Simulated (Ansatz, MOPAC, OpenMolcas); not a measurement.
BNH3OF (SMILES NB(O)F): methods side by side

BNH3OF: 7 atoms, total charge 0, spin state singlet. SMILES: `NB(O)F`. Geometry: relaxed at PBE0-D4/def2-TZVP. This is one conformer, not always the lowest.

Each level gives the HOMO–LUMO gap (eV). The values are calculated.

```
              level                    kind     program  value (eV)   CPU time
                PM7          semi-empirical       MOPAC       10.76  under 2 s
       HF/6-311+G**            Hartree–Fock      Ansatz       13.04      3.7 s
    SVWN5/6-311+G**                     LDA      Ansatz        5.85      5.2 s
     BLYP/6-311+G**                     GGA      Ansatz        5.53      6.8 s
    M06-L/6-311+G**                meta-GGA  OpenMolcas        6.38       52 s
  r2SCAN0/6-311+G**         hybrid meta-GGA      Ansatz        8.55       10 s
CAM-B3LYP/6-311+G**  range-separated hybrid      Ansatz        9.81      8.9 s
    wB97X/6-311+G**  range-separated hybrid      Ansatz       11.97       21 s
 PBE-QIDH/6-311+G**           double hybrid      Ansatz       11.23       10 s
```

The values span 5.53 to 13.04 eV. Orbital gaps aren't excitation energies, and those of double hybrids come from the SCF part alone; they tend to grow with the share of exact exchange. CPU times are rough (shared hosts, several kinds of processor and program).

All levels give NB(O)F a wide gap, as expected for a small closed-shell borane in which the nitrogen, oxygen and fluorine lone pairs donate into the formally empty boron p orbital. This π donation stabilises the lone-pair combinations and pushes the boron-centred acceptor level up.

The spread from 5.53 eV (BLYP) to 13.04 eV (Hartree–Fock) reflects mainly what the orbital energies mean. In Hartree–Fock an empty orbital feels the field of all the electrons, so its energy describes an added electron. In a semi-local functional, occupied and empty orbitals share one potential, and the gap lacks the derivative discontinuity. wB97X lies well above CAM-B3LYP, consistent with its full rather than partial exact exchange at long range.

The PM7 value falls among those of the range-separated hybrids, but its parametrised minimal valence basis has no diffuse virtual orbitals, so the agreement is probably fortuitous. Without an ionisation energy and electron affinity for comparison, the series can't establish which level comes closest to the fundamental gap.
